## The parasitic transistor and the premises

An NMOS clamp with gate, source and substrate tap tied to ground contains a lateral npn transistor. The n+ drain is its collector, the p-well under the gate its base and the n+ source its emitter. The internal base node reaches the grounded tap through the substrate resistance $R_s$. Between the pad and the drain junction lies a series resistance $R$, most of it a strip of drain diffusion on which silicide has been blocked.

All currents are positive magnitudes and refer to one finger. $I$ flows from the pad into the drain, $u$ is the forward bias of the base-emitter junction, $V$ is the reverse bias of the collector-base junction, and $V_T = k_BT/q$. The premises are:

1. The response is quasi-static and isothermal, and the MOS channel is off.
2. The electron current that crosses the base and enters the collector depletion layer is $I_n = I_S e^{u/V_T}$, valid for $u \gg V_T$. The hole current lost by recombination in the base and injection into the emitter is $I_n/\beta$, with constant $\beta$.
3. The base is one node at potential $u$, so the hole current to the tap is $I_s = u/R_s$.
4. All series resistance sits on the drain side and is ohmic.
5. The multiplication factor $M$ depends on $V$ alone.
6. Fingers share the pad voltage and nothing else, and each fails at a given current $I_{t2}$.

Walking from ground through the emitter junction, the collector junction and the resistor gives

$$V_{\rm pad} = u + V + IR. \tag{1}$$

The avalanche law involves $V$, whereas a tester reads $V_{\rm pad}$.

## Multiplication factor

Let $z$ run across the depletion layer from the base edge, $z=0$, to the collector edge, $z=w$. Take equal ionisation coefficients $\alpha(z)$ for electrons and holes. Each ionising event adds one electron, so the electron current $i_n$ grows as $di_n/dz = \alpha(i_n + i_p) + g$, where $g$ is thermal or tunnelling generation per unit length. In steady state $i_n + i_p = I$ at every $z$. The boundary values are $i_n(0) = I_n$ and $i_n(w) = I$, since no holes enter from the n+ side. Integration with $I_0 = \int g\,dz$ gives $I - I_n = I\int_0^w\alpha\,dz + I_0$, that is

$$I = M(I_n + I_0), \qquad 1 - \frac1M = \int_0^w \alpha\,dz \equiv x. \tag{2}$$

For a one-sided abrupt junction of doping $N$ and permittivity $\varepsilon$ the field falls linearly from $E_m$ to zero. With $E_m = qNw/\varepsilon$ and $V = E_m w/2$ (built-in potential neglected), both $E_m$ and $w$ scale as $V^{1/2}$. If $\alpha = AE^m$ over the relevant range of field, then $x = AE_m^m w/(m+1) \propto V^{(m+1)/2}$. The breakdown voltage $BV$ is defined by $x = 1$, which fixes the prefactor:

$$x = \left(\frac{V}{BV}\right)^n, \qquad M = \frac{1}{1 - (V/BV)^n}, \qquad n = \frac{m+1}{2}. \tag{3}$$

This is Miller's form. The approximate exponent $m = 7$ often used for silicon gives $n = 4$. In silicon electrons ionise more readily than holes and a drain junction is curved and graded, so in practice $n$ is a fitted parameter.

## Hole balance and the full characteristic

Holes reach the base node from the collector junction at the rate $I - I_n$, the total current less the electron part at $z = 0$. They leave by the two routes of premises 2 and 3:

$$(M-1)I_n + MI_0 = \frac{I_n}{\beta} + \frac{u}{R_s}, \qquad I = \left(1 + \frac1\beta\right)I_n + I_s. \tag{4}$$

The second form is Kirchhoff's law: drain current equals emitter current plus tap current. The seed $I_0$ matters only below breakdown, and is dropped wherever $I_0 \ll I_n$. Then $x = 1 - I_n/I$ by (2). Solving (4) for the electron current gives $I_n = \beta(I - I_s)/(1+\beta)$, and so

$$x = 1 - \frac{\beta}{1+\beta}\left(1 - \frac{I_s}{I}\right) = \frac{1 + \beta I_s/I}{1+\beta}.$$

Inserting this in (3) and (1) gives the whole curve:

$$V_{\rm pad} = V_\infty\left(1 + \frac{\beta u}{R_s I}\right)^{1/n} + u + IR, \qquad V_\infty = BV(1+\beta)^{-1/n}. \tag{5}$$

With $I(u)$ from (4), which rises monotonically, (5) is a curve parametrised by $u$. The ratio $I_s/I$ lies between 0 and 1. At $I_s/I \to 1$ the transistor is off, all current leaves by the tap and $V \to BV$. At $I_s/I \to 0$ the junction voltage falls to $V_\infty$. Snapback is the passage between these limits, driven by the exponential growth of $I_n$ against the linear growth of $I_s$.

## Holding voltage

Divide the first form of (4), with $I_0 = 0$, by $I_n/\beta$:

$$\beta(M-1) = 1 + \frac{\beta I_s}{I_n}. \tag{6}$$

Each electron reaching the collector returns $M-1$ holes, and each hole that serves as base current supports $\beta$ electrons. The product is the loop gain. It must exceed unity by the share of holes drained to the tap. At high current $I_s$ is pinned near $u/R_s$ with $u$ growing only logarithmically, so that share vanishes and $\beta(M-1) \to 1$. From (3), $M - 1 = x/(1-x)$, so $\beta x = 1 - x$, $x = 1/(1+\beta)$ and $V = V_\infty$, with $M = 1 + 1/\beta$.

$V_\infty$ is the voltage across the collector junction. The drain-to-source holding voltage, net of the ohmic drop, includes the emitter junction:

$$V_h = BV(1+\beta)^{-1/n} + u, \qquad V_{\rm pad} \simeq V_h + IR \quad \text{for } I \gg \beta u/R_s. \tag{7}$$

Here $u = V_T\ln(I_n/I_S)$ is close to 1 V at clamp currents, too large to omit. By (5) the first correction to (7) is $+K/I$ with $K = \beta u V_\infty/(nR_s)$.

## Trigger point

The turning points of (5) satisfy $dV_{\rm pad}/du = 0$. Write $y = I_n/I = 1/M$ and $a = 1 + 1/\beta$. With $dI_n/du = I_n/V_T$ and $dI/du = aI_n/V_T + 1/R_s$, the quotient rule gives

$$\frac{dy}{du} = \frac{(I_n/V_T)(aI_n + u/R_s) - I_n(aI_n/V_T + 1/R_s)}{I^2} = \frac{I_n(u/V_T - 1)}{R_sI^2}.$$

Since $V = BV(1-y)^{1/n}$, the condition reads

$$\frac{BV}{n}(1-y)^{1/n - 1}\,\frac{I_n(u/V_T - 1)}{R_sI^2} = 1 + \frac{R}{R_s} + \frac{aRI_n}{V_T}. \tag{8}$$

The left side is the rate at which the collector junction gives up voltage, the right side the rate at which the emitter junction and the resistor claim it. At small $u$ the left side is exponentially small. At large current it falls roughly as $1/I$ while the right side grows as $I$. In between it wins for ordinary parameters, and (8) has two roots: a maximum, the trigger point $(V_{t1}, I_{t1})$, and a minimum.

At the lower root assume $y \ll 1$ and confirm it afterwards. Then $I \simeq u/R_s$, $y \simeq I_nR_s/u$, the factor $(1-y)^{1/n-1}$ is near unity and the last term of (8), equal to $a(R/R_s)(u/V_T)y$, is small. What remains is

$$y_t = \frac{nV_T}{BV}\,\frac{1 + R/R_s}{1 - V_T/u_t}, \qquad u_t = V_T\ln\frac{y_tu_t}{R_sI_S}. \tag{9}$$

Because $nV_T \ll BV$, $y_t$ is of the order of one per cent and the assumption holds. The finger triggers as soon as the injected electron current reaches this small fraction of the tap current. The base current $I_n/\beta$ is smaller still, so by (4) the avalanche current equals $I_s$ to a fraction of a per cent, and the trigger condition is $I_{\rm av}R_s \simeq u_t$. The second relation in (9) converges under iteration, since the derivative of its right side is about $V_T/u_t$. It shows why $u_t$ stays near 0.7 V: the inputs enter through a logarithm, and halving $R_s$ raises $u_t$ by only about $V_T\ln 2$, or 18 mV at 300 K.

Expanding $V \simeq BV(1 - y_t/n)$ and using (9) with $V_T/u_t$ dropped in this small term,

$$V_{t1} \simeq BV + \left(1 + \frac{R}{R_s}\right)(u_t - V_T), \qquad I_{t1} \simeq \frac{u_t}{R_s}. \tag{10}$$

Ballast hardly moves the trigger voltage as long as $R \ll R_s$. Because $V_{\rm pad}$ is stationary in $u$ at the trigger point, $dV_{t1}/dR = I_{t1}$ exactly.

## Lowest point of the curve

The upper root of (8) gives the minimum $(V_{\min}, I_{\min})$, the point often read off a pulsed characteristic as the holding point. It lies above $V_h$. Holding $u$ fixed and keeping the first correction, $V_{\rm pad} \simeq V_h + K/I + RI$. Setting the derivative $R - K/I^2$ to zero gives

$$I_{\min} \simeq \sqrt{K/R}, \qquad V_{\min} \simeq V_h + 2\sqrt{KR}. \tag{11}$$

Since $(1+s)^{1/n} \le 1 + s/n$ for $s \ge 0$ and $n \ge 1$, the linearised curve lies above (5). The expansion parameter $\beta I_s/I$ is not very small at the minimum, so (11) is an estimate and (8) should be solved for numbers. Between $I_{t1}$ and $I_{\min}$ the differential resistance $r = dV_{\rm pad}/dI$ is negative. Above $I_{\min}$ it is positive; this is the on-branch.

## Why fingers fire one at a time

An overstress pulse acts as a current source, since its source resistance far exceeds that of the clamp. Take two parallel fingers with fixed total current and shift a small current $\delta$ from finger 2 to finger 1. Their voltages then differ by $(r_1 + r_2)\delta$, and this difference acts on the inductance $L_\ell$ of the loop they form: $L_\ell\,d\delta/dt = -(r_1 + r_2)\delta$. Equal sharing is stable for $r_1 + r_2 > 0$ and unstable for $r_1 + r_2 < 0$. Fingers that pass $I_{t1}$ together therefore cannot stay together. Any small mismatch selects one of them, it takes the current, the pad voltage collapses below $BV$, and the others lose their avalanche current and turn off.

Now raise the current slowly with $k$ of $N$ fingers on. They share it equally on the on-branch. An off finger fires only when the pad returns to $V_{t1}$, which needs the current $I^*$ in each conducting finger, defined on the on-branch by $V_{\rm pad}(I^*) = V_{t1}$. The conducting fingers survive to that point if and only if $I^* < I_{t2}$. The on-branch rises monotonically, so this is the same as

$$V_{t2} \equiv V_{\rm pad}(I_{t2}) \simeq V_h + I_{t2}R > V_{t1}, \tag{12}$$

where $I_{t2}$ and $R$ belong to a single finger and $R$ is its whole series resistance. Neither $k$ nor $N$ appears, so the condition that fires the second finger fires all of them. Finger $k+1$ fires at a total current of about $kI^* + (N-k)I_{t1}$. Afterwards each conducting finger carries roughly $kI^*/(k+1) \ge I^*/2$, and the new state is stable if this exceeds $I_{\min}$. If (12) holds, the clamp fails at $NI_{t2}$. If it does not, it fails at $I_{t2} + (N-1)I_{\rm off}$ with $I_{\rm off} < I_{t1}$, and added fingers are wasted. For unequal fingers the right side of (12) is the largest trigger voltage among them.

## Sizing the ballast

A blocked strip of length $L_b$, width $W$ and sheet resistance $R_\square$ gives $R = R_0 + R_\square L_b/W$, where $R_0$ collects contacts, metal and the remaining diffusion. Write $U = V + u$ for the voltage behind the resistor. At the fixed current $I_{t2}$, $U_{t2}$ is independent of $R$, since (4) and (5) fix $u$ and $V$ from $I$ alone. At the trigger point $V_{t1} = U_{t1} + I_{t1}R$ is linear in $R$ to first order, by the stationarity noted above. Equality in (12) then gives

$$R_{\min} = \frac{U_{t1} - U_{t2}}{I_{t2} - I_{t1}}, \qquad L_{b,\min} = \frac{(R_{\min} - R_0)W}{R_\square}. \tag{13}$$

If $I_{t2} \propto W$ and $R_0 \propto 1/W$, the required length is nearly independent of the width. The price is that the pad must climb back to $V_{t1}$ at every firing and ends at $V_{t2}$, which the protected gate oxide has to withstand for the length of the pulse. On the other side $V_{\min}$ must exceed the supply voltage, or the supply could hold the clamp on.

## Range of validity

Sizes below refer to the finger of the next section, with $BV = 8$ V, $n = 4$, $\beta = 5$, $W = 25\,000$ nm and $I_{t2} = 0.200$ A.

**Multiplication law.** Replacing $V$ by $V + V_{bi}$ and $BV$ by $BV + V_{bi}$ in (3), with an approximate $V_{bi} = 1$ V and the same $n$, moves $V_\infty$ from 5.11 V to 4.75 V. The exponent should therefore be fitted near $M = 1 + 1/\beta$, where it is used, and in the same convention.

**High injection.** For a typical junction depth of 150 nm, $I_{t2}$ means $5.3\times10^6$ A/cm². At an approximate saturation velocity of $10^7$ cm/s this is a carrier density of $3.3\times10^{18}$ cm⁻³, above a typical well doping of a few $10^{17}$ cm⁻³. Mobile charge then reshapes the field and the gain falls. Halving $\beta$ to 2.5 raises $V_\infty$ to 5.85 V, a shift of 0.74 V. Above a knee current $I_K$ the emitter law becomes $I_n^2 = I_SI_Ke^{u/V_T}$, which adds $V_T\ln(I_n/I_K)$ to $u$, or 0.12 V for a ratio of 100. On the on-branch $\beta$, $n$ and $R_0$ are effective values for that current range.

**Heating.** With $I_S \propto T^3e^{-E_g/k_BT}$ and an approximate constant gap of 1.12 eV, heating from 300 K to 600 K at fixed $I_n$ lowers $u$ at $I_{t2}$ by 0.26 V. A typical coefficient of $+4$ mV/K for $BV$ raises $V_\infty$ by 0.77 V over the same interval at fixed $\beta$ and $n$. The current $I_{t2}$ is an input: it is set by thermal runaway, depends on pulse length and itself improves with ballast, which suppresses filaments along the width by the same stability argument.

**Seed currents.** Dropping $I_0$ needs leakage well below $I_n$ at trigger, which is tens of microamperes. A channel current $I_{ch}$ from gate coupling, or from an edge path opened by radiation-induced oxide charge, is multiplied like $I_n$ but comes from the source. While $I_n$ is negligible, $I = I_{ch} + I_s$ and $x = 1 - I_{ch}/I = I_s/(I_s + I_{ch})$. For $I_{ch} = I_s$ the junction voltage needed for a given $u$ drops by 1.27 V.

**Speed.** The base transit time $\ell^2/2D$ is 45 ps for a base of $\ell = 300$ nm and an approximate $D = 10$ cm²/s, so nanosecond edges are quasi-static. Displacement current feeds the base node, and for an assumed junction capacitance of 50 fF it equals $I_{t1}$ at 30 V/ns. Edges that fast can fire many fingers together.

**Coupling.** Neighbours share diffusions and substrate, so a conducting finger lifts their base potential and supplies them with electrons. This lowers their trigger voltage. Condition (12) is necessary and sufficient for independent fingers under a slow ramp; with coupling, gate assistance or fast edges it remains sufficient but is no longer necessary.

The high-injection and heating shifts rival or exceed the margins met in (12), so the second decimal below serves only to follow the arithmetic. A design should take $V_{t1}$, $V_{t2}$ and $I_{t2}$ from a pulsed characteristic of a single finger and use (13) to scale the ballast.

## Numerical illustration

Take eight fingers at 300 K, where $k_BT = 0.02585$ eV. The remaining inputs are $I_S = 10^{-17}$ A, $R_s = 500\ \Omega$, $R_0 = 4\ \Omega$, a typical $R_\square = 100\ \Omega$ for unsilicided n+ diffusion, and $I_{t2} = 0.200$ A, a typical 8 mA per 1000 nm of width. They are illustrative and were chosen to reproduce the typical behaviour of a 3.3 V input-output NMOS clamp; all results are the model's.

Start with $L_b = 2000$ nm, so the ballast is $8\ \Omega$ and $R = 12\ \Omega$. Equation (9), with $nV_T/BV = 0.0129$, converges to $u_t = 0.732$ V and $y_t = 0.0137$, and (10) gives $V_{t1} = 8.72$ V. Solving (8) and (4) without approximation gives three points of the curve.

| Point | $u$ (V) | $V$ (V) | $I$ (mA) | $V_{\rm pad}$ (V) |
|---|---|---|---|---|
| Trigger | 0.733 | 7.972 | 1.49 | 8.72 |
| Minimum | 0.911 | 5.506 | 26.3 | 6.73 |
| Failure | 0.965 | 5.172 | 200 | 8.54 |

At trigger $I_n = 20.8\ \mu$A and $M = 72$. The estimate (11) with $u = 0.91$ V has $K = 11.6$ mW and puts the minimum at 31 mA and 6.77 V. At failure (7) gives $V_h = 6.08$ V and $V_h + I_{t2}R = 8.48$ V, which is 0.06 V below the full value. The minimum lies well above a 3.3 V supply.

Here $V_{t2}$ falls 0.19 V short of $V_{t1}$, so the first finger fails alone. At 8.54 V each off finger passes 1.05 mA of breakdown current, and the clamp fails at 0.207 A, 13 per cent of the 1.6 A that its width could carry.

Equation (13) with $U_{t1} = 8.71$ V, $U_{t2} = 6.14$ V and $I_{t2} - I_{t1} = 0.1985$ A gives $R_{\min} = 12.9\ \Omega$ and $L_{b,\min} = 2.23\times10^3$ nm. Leaving $u$ out of the holding voltage would have called for $(V_{t1} - V_\infty)/I_{t2} = 18.1\ \Omega$.

With $L_b = 2500$ nm, $R = 14\ \Omega$, the trigger voltage is 8.73 V and $V_{t2} = 8.94$ V. Each further finger fires at $I^* = 0.185$ A, 92 per cent of $I_{t2}$, and half of $I^*$ is far above $I_{\min}$. The eighth finger fires at a total of $7I^* + I_{t1} = 1.29$ A, and the clamp reaches 1.6 A. A 2 kV human-body-model discharge through 1500 Ω peaks near 1.33 A, which the model's longer-ballast clamp carries and the shorter one does not. Its margin $V_{t2} - V_{t1}$ of 0.21 V is smaller than the gain and heating shifts listed above, so within this model 2500 nm marks the neighbourhood of the threshold and leaves little reserve.